Curvature of E(N) in a global hybrid: response of a polaron to six changes

Question. A hole is trapped on one O in MgO and treated with PBE0 (a = 0.25). Which way, and by how much, does the curvature of the total energy move when one changes the mixing fraction, the host, the orbital size, the freedom of the ions, the supercell, or the range of the Fock term?

1. Conventions

Global hybrid: Exc = a Ex(Fock) + (1 − a) Ex(sl) + Ec(sl), sl = semilocal.
φ: polaron spin orbital, spin σz, occupation f in [0, 1], all other occupations fixed. ρ = |φ|². A hole has q = 1 − f; the second derivative is the same in q and in f.
Fock energy at fractional occupation: −½ Σ fi fj (ij|ji), same spins only.
k = e²/4πε0 = 14.40 eV Å. J = (φφ|φφ). C = d²E/df². Intermediates are carried unrounded.
Exact theory: E is linear in f at fixed nuclei (Perdew, Parr, Levy, Balduz 1982), so C = 0.
Janak's theorem: dE/df = ε(f). The mean curvature is therefore ε(1) − ε(0).
For constant C, with ΔE = E(1) − E(0):
  E − chord = −C f(1 − f)/2, equal to −C/8 at f = ½
  ε(1) = ΔE + C/2, ε(0) = ΔE − C/2.

2. The result

Frozen orbitals. Kinetic, external and all cross terms with other orbitals are linear in f. What remains:
  Hartree ½ f² J → +J; Fock −½ a f² J → −aJ; semilocal → kernels averaged over ρρ.
  C(frozen) = (1 − a)(J + ⟨fx⟩) + ⟨fc⟩,
with ⟨f⟩ = ∬ ρ f(σz,σz) ρ, the same-spin kernel. For fixed orbitals this is linear in a.

Relaxation. Let κ be the orbital rotations, H = ∂²E/∂κ², b = ∂²E/∂f∂κ. Stationarity gives dκ/df = −H⁻¹b, so
  C = C(frozen) − bᵀH⁻¹b.
At a stable minimum H is positive definite and the added term is ≤ 0. It depends on a, so C(a) is linear only approximately.

End points. Pure Hartree-Fock has C(frozen) = 0, hence C ≤ 0: concave, and flat for one electron. The a = 1 hybrid keeps ⟨fc⟩, and is concave only if relaxation outweighs it. Convexity at a = 0 is no theorem; it needs the screened J to exceed the short-range negative terms, which is the usual case for a localised orbital in an insulator. If C(0) > 0 > C(1), continuity gives a zero with 0 < a* < 1.

Dielectric limit. Take one Fourier component, v = 4πk/q², host response magnitude χ > 0, induced density d:
  E = ½ v (fρ + d)² + d²/(2χ) − ½ a v f² ρ².
Minimum at d = −vχ fρ/(1 + vχ); curvature vρ² [1/(1 + vχ) − a]; 1 + vχ = ε(q).
The Fock term has no d in it: φ couples host orbitals i, v through (iφ|φv), built from overlap densities with zero net charge, which is short-ranged. The Hartree coupling (φφ|iv) carries the monopole field and is screened. For an orbital large enough that ε(q) ≈ ε∞:
  C(LR) = (1/ε∞ − a) J,  a* = 1/ε∞.
Here ε∞ is the ion-clamped constant of the functional itself.
Relaxation of φ: with c = 1/ε∞ − a and a shape parameter s, E = f h(s) + ½ c f² J(s). Stationarity gives h′ = −c f J′/2, so b = c f J′/2. The term is of order c² and leaves the zero in place. Far from a* it is not small; near a = 0 the orbital may spread into the band.

Model orbital. ρ = (2πσ²)^(−3/2) exp(−r²/2σ²), ρ(q) = exp(−q²σ²/2):
  J = (2k/π) ∫ exp(−q²σ²) dq = k/(σ√π).
Illustrative width σ = 0.70 Å: J = 11.6 eV. All energies below are the model's.
For ε∞ of the functional near its zero the measured constant is substituted: MgO 2.96 (compiled value, Skone 2014), 1/ε∞ = 0.338. A 5 % shift of 1/ε∞ is 0.017, or 0.20 eV in C.

3. Change: mixing fraction, MgO

Reasoning. More Fock exchange removes more of the bare J; screening of the Hartree part is held fixed. C falls with slope −J. PBE0 lies below 0.338, so it stays convex. For C > 0 the empty hole level ε(0) lies below ΔE, too near the valence band. A localised hole pays q²C/2, a band hole has J → 0 and pays nothing; trapping is disfavoured.

Calculation.
  a       C (eV)    C/2 (eV)    −C/8 (eV)
  0       +3.92     +1.96       −0.49
  0.25    +1.02     +0.51       −0.13
  0.40    −0.72     −0.36       +0.09
At a = 1, C(LR) = −7.7 eV.
If the term linear in q, the filled level relative to the band edge, is insensitive to a, the energy of the trapped hole relative to the free hole moves by −J/2 = −5.8 eV per unit a, or −0.058 eV per 0.01.
Expected nonlinearity: the gap opens with a, ε∞(a) drops, 1/ε∞ rises. The slope −J(1 + ε∞′/ε∞²) is then less steep than −J, and a* solves a ε∞(a) = 1.

4. Change: host

Reasoning. Only 1/ε∞ enters C(LR). Stronger electronic screening leaves less Hartree term to cancel, a* falls, and fixed a = 0.25 overshoots once ε∞ > 4. Electron or hole makes no difference to C. σ is kept at 0.70 Å to isolate the host.

Calculation. Rutile TiO2, mean ε∞ = 6.34 (compiled value, Skone 2014). Monoclinic HfO2, the gate oxide, typical ε∞ ≈ 4.4.
  host    1/ε∞     1/ε∞ − 0.25    C(LR) (eV)
  MgO     0.338    +0.088         +1.02
  HfO2    0.227    −0.023         −0.26
  TiO2    0.158    −0.092         −1.07
At long range PBE0 underbinds the MgO hole and overbinds the Ti 3d electron by nearly the same C/2. HfO2 sits close to the crossing; its sign is below the resolution of the model, as the next section shows.

5. Change: orbital size, and the short-range terms

Reasoning. C(LR) scales as 1/σ and a* = 1/ε∞ does not move. Two corrections enter at relative order σ⁻². Screening fails at large q, which raises C. The semilocal exchange kernel is negative, which lowers C. They oppose each other.

Incomplete screening. Model 1/ε(q) = 1 − (1 − 1/ε∞) exp(−q²/4μ²), typical μ ≈ 1.3 Å⁻¹. The screened integral is W = (1/ε∞ + w)J with
  w = (1 − 1/ε∞)[1 − σ/√(σ² + 1/4μ²)] → (1 − 1/ε∞)/(8μ²σ²) at large σ.
Exchange kernel. LSDA: Ex = −(3/4)(6/π)^(1/3) k ∫ n^(4/3) per spin, n the spin density, so fx = −(1/3)(6/π)^(1/3) k n^(−2/3). With uniform n and ∫ρ² = 1/(8π^(3/2)σ³):
  x = ⟨fx⟩/J = fx/(8πkσ²).
MgO: typical lattice constant 4.21 Å, 16 valence electrons per spin in the cubic cell, n = 0.214 Å⁻³, fx = −16.6 eV Å³. At σ = 0.70 Å, ⟨fx⟩ = −1.09 eV. The same-spin LDA correlation kernel at this density is positive and roughly a tenth of |fx| (approximate); it is dropped, and is far below the 7.7 eV at a = 1.
Then C = [1/ε∞ + w − a + (1 − a)x] J and a* = (1/ε∞ + w + x)/(1 + x). The kernel term is itself partly screened by the host, so both limits are listed: x in full, and x = 0.

  σ (Å)   J (eV)   C(LR), PBE0   w        x         a* (x full)   a* (x = 0)
  0.70    11.6     1.02          0.082    −0.094    0.36          0.42
  1.40    5.8      0.51          0.024    −0.023    0.35          0.36
  2.80    2.9      0.25          0.006    −0.006    0.34          0.34

Doubling σ halves C(LR) and cuts w and x three- to fourfold. At 0.70 Å each is as large as the PBE0 offset 0.088. C at PBE0 becomes 1.15 eV with x in full and 1.97 eV with x = 0. Within these limits the sign for MgO is stable, while the size is open to a factor of two. Spin relaxation and the short-range Fock coupling are not in the model. That a* stays near 1/ε∞ for a small polaron is a cancellation, not the asymptotic law.

Same estimate for rutile: cell volume a²c = 62.4 Å³ (compiled lattice constants 4.59308 and 2.95889 Å, Burdett 1987), 16 O-derived valence electrons per spin, n = 0.256 Å⁻³. With the same σ and μ: w = 0.104, x = −0.083, a* = 0.19 (x full) or 0.26 (x = 0). The range straddles 0.25, so the model alone does not fix the sign of C at PBE0 for a compact Ti 3d orbital. Fractions tuned on polarons in rutile are typically about 0.10 to 0.15; the model's 0.19 to 0.26 is high by up to a factor of about two. A wider, O-hybridised orbital would cut w, and the lower valence density at Ti would enlarge |x|; both act downward.

6. Change: ions released

Reasoning. Linearity holds at fixed nuclei. If the ions relax at each f, they join the set κ and add one more non-positive term. Even the exact energy, a minimum over geometries of straight lines, becomes concave. C drops, and a zero found this way lies too low.

Calculation. Continuum: 1/ε∞ → 1/ε0. MgO static constant 9.8 (compiled value, Hong 2013), 1/ε0 = 0.102.
  ΔC = −(1/ε∞ − 1/ε0) J = −0.236 × J = −2.74 eV.
  PBE0: +1.02 → −1.72 eV; false zero at 0.102.
This is an upper size: no ion lies inside the Mg shell at 2.105 Å, half the lattice constant. A Born cavity of that radius has energy −(1/ε∞ − 1/ε0) k q²/2R, which replaces J by k/R = 6.84 eV:
  ΔC = −1.61 eV; PBE0: −0.59 eV; false zero at 0.20.
Either size exceeds C(LR) at PBE0. Rutile, with ε0 = 170 along c (compiled value, Crystal data cards; the tensor is anisotropic): 1/ε0 = 0.006, and the continuum false zero falls to nearly pure semilocal. Rule: vary f at one geometry.

7. Change: supercell size

Reasoning. In a periodic cell with neutralising background the self-energy of the charge is lowered by its images. The Hartree part feels this screened by ε∞. The outcome depends on the G = 0 term of the Fock operator.

Calculation. Simple cubic cell of edge L, αM = 2.8373, σ ≪ L:
  J(per) = (4πk/L³) Σ(G≠0) exp(−G²σ²)/G² = J − αM k/L + 4πkσ²/L³.
216 atoms, L = 12.63 Å: αM k/L = 3.23 eV; last term 0.044 eV, dropped.
(A) G = 0 omitted in Hartree and Fock alike: C = (1/ε∞ − a)(J − αM k/L). The zero stays; PBE0 gives 0.74 eV in place of 1.02 eV.
(B) Fock singularity treated by a truncated interaction or by restoring αM k/L, the usual practice: the Fock term regains the full J.
  C = (1/ε∞ − a)J − αM k/(ε∞L),  a(app) = (1/ε∞)[1 − αM k/(LJ)].
  Shift −1.09 eV; PBE0 gives −0.07 eV; a(app) = 0.24.
  512 atoms, L = 16.84 Å: a(app) = 0.27.
Without an image correction PBE0 looks linear in the 216-atom cell by accident, and the approach to 0.338 goes only as 1/L. The ionic polarisation frozen into the polaron geometry changes the term linear in f, not C; the correction to C uses ε∞.

8. Change: Fock term cut to short range

Reasoning. Replace 1/r by erfc(ωr)/r in the Fock term (HSE06: a = 0.25, ω = 0.11 bohr⁻¹ = 0.208 Å⁻¹). Less of J is cancelled, the Hartree part is untouched. C rises, a* rises, and a* now depends on σ at leading order.

Calculation. erf(ωr)/r has transform (4π/q²) exp(−q²/4ω²), so the retained share of J is
  s = 1 − σ/√(σ² + 1/4ω²),  C = (1/ε∞ − a s) J,  a* = 1/(ε∞ s).
σ = 0.70 Å: s = 0.72, C = 1.83 eV against 1.02 eV for PBE0, a* = 0.47.
σ = 2.80 Å: s = 0.24, below 0.338. No a ≤ 1 removes the long-range curvature of so wide an orbital in MgO. For σω ≫ 1, s → 0 and C → J/ε∞ whatever a is.